Thermal stress in a tube with steady radial heat flow: an exact four-amplitude model

A body heated uniformly and left free expands without stress. Stress appears when hot and cold parts want different lengths but must stay joined. In a long tube with steady radial heat flow the problem closes on three radial functions and one axial strain.

Conventions and equations

The tube occupies a ≤ r ≤ b and is isotropic and linearly elastic, with constant Young's modulus E, Poisson ratio ν, linear expansion coefficient α and conductivity k. Tension is positive. T is counted from the temperature of the outer surface, since a uniform shift produces no stress. Steady conduction, d(r dT/dr)/dr = 0, with T(a) = ΔT and T(b) = 0 gives

T = ΔT ℓ/L, ℓ(r) = ln(b/r), L = ln(b/a),

and a heat flow per unit length q = 2πkΔT/L. ΔT > 0 is a hot bore.

Far from the ends the displacement is u(r) radially and ε₀z axially, so ε_r = du/dr, ε_θ = u/r, ε_z = ε₀. With the Lamé constants λ = Eν/((1+ν)(1−2ν)) and μ = E/(2(1+ν)), the Duhamel–Neumann law is

σ_i = λ(ε_r + ε_θ + ε_z) + 2με_i − (3λ+2μ)αT, i = r, θ, z.

Radial equilibrium, d(rσ_r)/dr = σ_θ, then becomes

D u ≡ d/dr[(1/r) d(ru)/dr] = gα dT/dr, g = (3λ+2μ)/(λ+2μ) = (1+ν)/(1−ν).

The model

The operator D annihilates r and 1/r and maps rℓ to −2/r. The source is gα dT/dr = −gαΔT/(Lr). The three functions therefore contain the exact solution,

u = Ar + B/r + C rℓ, C = gαΔT/(2L),

and A, B and ε₀ are left for two free surfaces and the end condition. The strains are ε_r = A − B/r² + C(ℓ−1) and ε_θ = A + B/r² + Cℓ, and the thermal term equals 2(λ+2μ)Cℓ. Collecting terms gives

σ_r = P − 2μB/r² − Kℓ,
σ_θ = P + K + 2μB/r² − Kℓ,
σ_z = Q − 2Kℓ,

with P = 2(λ+μ)A + λε₀ − (λ+2μ)C, Q = 2λA + (λ+2μ)ε₀ − λC, and

K = 2μC = S/L, S = αEΔT/(2(1−ν)).

The condition σ_r(b) = 0 gives P = 2μB/b². The condition σ_r(a) = 0 then gives 2μB(1/b² − 1/a²) = KL = S, so that

2μB = −S a²b²/(b²−a²), P = −S a²/(b²−a²).

A and ε₀ enter σ_r and σ_θ only through P, which the surfaces fix. The radial and hoop stresses are thus the same for free and for axially clamped ends, and only σ_z depends on the end condition. Free ends require zero net axial force, Q = 2K⟨ℓ⟩, where the area average is

⟨ℓ⟩ = [2/(b²−a²)] ∫ rℓ dr = 1/2 − a²L/(b²−a²).

Hence Q = K + 2P and σ_z = σ_r + σ_θ at every radius. At the surfaces, where σ_r = 0 and σ_z = σ_θ,

σ_θ(a) = (S/L)[1 − 2b²L/(b²−a²)], σ_θ(b) = (S/L)[1 − 2a²L/(b²−a²)].

Because (b²+a²)/(b²−a²) = coth L, both values are fixed by the Langevin function Λ(L) = coth L − 1/L:

σ_θ(a) = −S(1 + Λ), σ_θ(b) = +S(1 − Λ).

Since 0 < Λ < 1, a hot bore is always compressed and the outside always stretched, and the difference is 2S for any thickness. For a thin wall Λ = L/3 − L³/45 + … vanishes and the stresses tend to −S and +S. For a very thick wall Λ → 1, and the bore carries −2S, the stress of a surface layer fully constrained in two directions by cold material.

b/a     L/3      Λ        σ_θ(a)/S   σ_θ(b)/S
1.05    0.0163   0.0163   −1.016     0.984
1.2     0.0608   0.0606   −1.061     0.939
2       0.2310   0.2240   −1.224     0.776

The thin-wall limit has a still smaller picture. Two bonded membranes of equal thickness and radius, at temperatures ΔT and 0, share one strain e in both the hoop and the axial direction, so each carries σ = E(e − αT)/(1−ν). Force balance gives e = αΔT/2 and σ = ∓S. The factor 1/(1−ν) is the mark of this biaxial constraint. The term Λ is what curvature adds: more material lies on the cold side, and the logarithmic profile falls fastest near the bore.

Comparison with the general statement

For any T(r), two integrations give u = gαJ/r + A′r + B′/r with J(r) = ∫ T s ds from a to r. With M = 2μgα = αE/(1−ν) and P′ = 2(λ+μ)A′ + λε₀,

σ_r = P′ − 2μB′/r² − MJ/r², σ_θ = P′ + 2μB′/r² + MJ/r² − MT.

Since J(a) = 0, the inner surface gives 2μB′ = P′a², and the outer surface gives P′ = MJ(b)/(b²−a²) = M⟨T⟩/2. The sum is σ_r + σ_θ = M(⟨T⟩ − T). The axial stress is a constant minus MT, and zero net force makes it M(⟨T⟩ − T) as well. At either free surface, then,

σ_θ = σ_z = αE(⟨T⟩ − T_surface)/(1−ν).

For the logarithmic profile ⟨T⟩ = ΔT⟨ℓ⟩/L = ΔT(1−Λ)/2 and MΔT = 2S, which returns −S(1+Λ) and S(1−Λ) exactly. Hooke's law also gives ε₀ = (1−ν)σ_z/E + αT = α⟨T⟩ and, likewise, u(b)/b = A + B/b² = α⟨T⟩, which fixes the last two amplitudes: length and outer radius grow as if the tube were uniformly at its mean temperature.

Numbers for an alumina tube

Take a = 25 mm, b = 30 mm, an illustrative drop ΔT = 20 K, and approximate inputs for dense alumina near 800 °C: E = 350 GPa, ν = 0.24, α = 9.0×10⁻⁶ K⁻¹, k = 7 W m⁻¹ K⁻¹. Three figures are kept to display the curvature term. The inputs support two.

Then L = 0.1823, g = 1.632, q = 4.8 kW/m and ⟨T⟩ = 9.39 K. The four amplitudes are C = 8.05×10⁻⁴, B/b² = −3.34×10⁻⁴, ε₀ = 8.45×10⁻⁵ and A = 4.18×10⁻⁴. The stress constants are S = 41.4 MPa, K = 227.3 MPa and P = −94.2 MPa, and

σ_θ(a) = −44.0 MPa, σ_θ(b) = K + 2P = +38.9 MPa.

The thin-wall value ∓S misses both by 6 per cent of S. The radial stress has its extremum where r² = 2La²b²/(b²−a²), at r = 27.3 mm, and is only −1.9 MPa there. A brittle ceramic cracks from a surface in tension, which is the outside for a hot bore. For a tube heated from outside around a cold load ΔT is negative, all signs reverse, and the bore takes the larger stress in tension.

Fused silica, the usual process-tube material of wafer furnaces, makes the contrast. With approximate inputs E = 75 GPa, ν = 0.17, α = 0.5×10⁻⁶ K⁻¹ and k = 2 W m⁻¹ K⁻¹, the same geometry and the same conducted q need ΔT = 70 K. Yet S = 1.6 MPa, σ_θ(a) = −1.7 MPa and σ_θ(b) = +1.5 MPa, 26 times below the model's alumina value. At fixed heat flow the stress scales as αE/(k(1−ν)).

What the model leaves out

If k = k₀(1 − βT) with β of order 1/(1073 K), k changes by 2 per cent across the alumina wall. In a thin wall, with x running from 0 outside to 1 at the bore, T − βT²/2 is linear in x, so T shifts by (βΔT²/2)(x² − x) and ⟨T⟩ by −βΔT²/12. The surface stresses change by βΔT/6 = 0.3 per cent of S, far below Λ.

The ends matter more. The solution cancels the axial force but leaves σ_z ≈ ±S on the end face, a bending moment in the wall that a free end must shed. For a thin shell of radius R and thickness h the extra outward deflection obeys d⁴w/dz⁴ + 4κ⁴w = 0 with κ⁴ = 3(1−ν²)/(R²h²). The decaying solution without end shear is w = w₀e^(−κz)(cos κz − sin κz), with d²w/dz² = 2κ²w₀ at z = 0. Its axial stress at the outer surface, −(h/2)E(d²w/dz²)/(1−ν²), must equal −S. This adds −νS to the outer hoop stress by bending and Ew₀/R = S√((1−ν²)/3) by stretching. If the gradient persists to the end, the outer hoop stress there is S[1 − ν + √((1−ν²)/3)], about 1.3 S for ν = 0.24. The excess decays over 1/κ ≈ 9 mm for R = 27.5 mm and h = 5 mm and is several times larger than the curvature correction.

All stresses quoted are the model's and scale with the assumed drop, 1.9 MPa per kelvin on the outside of the alumina tube. The hot zone of an empty, externally heated furnace at steady state passes little heat through the wall, so its radial stress pattern is far weaker than computed here, and axial gradients or transients then dominate. Silica transmits part of the thermal radiation, which lowers its ΔT at a given total power. Where alumina creeps, typically above about 1200 °C, the stresses relax during a long hold and return with opposite sign when the gradient is removed.